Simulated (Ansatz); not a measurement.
## A series in volume scale on TiAl

Periodic Kohn-Sham DFT of a crystal at fixed atoms, scaled to volume_scale times the given cell; pressure positive in compression, energy less spherical unpolarised free atoms, largest_vzz the field gradient of largest size among the nuclei. The results are calculated, by Ansatz 0.2.0.

The cell before it is scaled or strained (space group P4/mmm, No. 123):
```
cell vectors (Å)
   2.8373     0.0000     0.0000
   0.0000     2.8373     0.0000
   0.0000     0.0000     4.0591
atoms (fractions of the cell vectors)
Ti  0.00000  0.00000  0.00000
Al  0.50000  0.50000  0.50000
```

Settings of every row: method frozen-core PAW; functional PBEsol; relativity scalar; k mesh 12x12x8; filling fermi-dirac; smearing width 0.05 eV; wave cutoff 420 eV; paw set soft_2.

Atom start moment: 0 on all atoms.

Limits: PAW files made with PBE; no gap: field gradients move with the k mesh.

| row | volume scale | V (Å³/atom) | pressure (GPa) | largest V_zz (1e21 V/m^2) |
| --- | --- | --- | --- | --- |
| 1 | 0.94 | 15.358 | 3.415 | 2.499 |
| 2 | 0.96 | 15.685 | 0.709 | 2.52 |
| 3 | 0.98 | 16.012 | ? | ? |
| 4 | 0.99 | 16.175 | -2.867 | 2.551 |
| 5 | 1 | 16.338 | -3.943 | 2.557 |
| 6 | 1.01 | 16.502 | -4.965 | 2.565 |
| 7 | 1.02 | 16.665 | -5.937 | 2.572 |
| 8 | 1.04 | 16.992 | -7.738 | 2.587 |
| 9 | 1.06 | 17.319 | -9.363 | 2.602 |

Question: what pressure and largest V_zz should row 3 give?

Worked fit of pressure. Take u = (V_r/V)^(2/3) − 1 with V_r = 16.42 Å³ an atom, which is twice the finite (Eulerian) strain; such expansions in the strain, on which the Birch-Murnaghan equation of state is built, carry the rest volume and the bulk modulus. The shown rows have u = 0.04558, 0.031, 0.01007, 0.00334, -0.00332, -0.00983, -0.02257, -0.03491. Least squares give pressure = −4.46 + 154.141 × u + 399.46 × u² + 206 × u³ GPa; a parabola predicts inner rows, each left out in turn, worse (root mean square 0.0037 against 0.0019 GPa). The rows lie off it by 0.000, 0.001, 0.000, -0.002, 0.002, 0.000, 0.000, 0.000. The pressure vanishes at u = 0.0270, or V = 15.78 Å³ an atom, and there the bulk modulus at fixed shape and fractions is B = −V dP/dV = (2/3)(1 + u) dP/du = 121 GPa. Letting shape and atoms relax would as a rule lower it, by much in layered, chain or molecular crystals. The withheld row has u = 0.01692, so the fit gives −4.46 + 154.141 × (0.01692) + 399.46 × (0.01692)² + 206 × (0.01692)³ = -1.737 GPa.

The calculation gave -1.735 GPa. The fit lies 0.002 GPa (0.016 % of the column's range) below it; its largest miss of a shown row is 0.002 GPa.

Worked fit of largest V_zz. Take t = volume scale − 1. The shown rows have t = -0.06, -0.04, -0.01, 0, 0.01, 0.02, 0.04, 0.06. Least squares give largest V_zz = 2.5572 + 0.847 × t − 1.94 × t² 1e21 V/m^2; a straight line predicts inner rows, each left out in turn, worse (root mean square 0.0029 against 0.0016 1e21 V/m^2). The rows lie off it by 0.000, 0.000, 0.002, 0.000, 0.000, -0.001, -0.001, 0.001. The withheld row has t = -0.02, so the fit gives 2.5572 + 0.847 × (-0.02) − 1.94 × (-0.02)² = 2.539 1e21 V/m^2.

The calculation gave 2.542 1e21 V/m^2. The fit lies 0.003 1e21 V/m^2 (2.9 % of the column's range) below it; its largest miss of a shown row is 0.002 1e21 V/m^2.
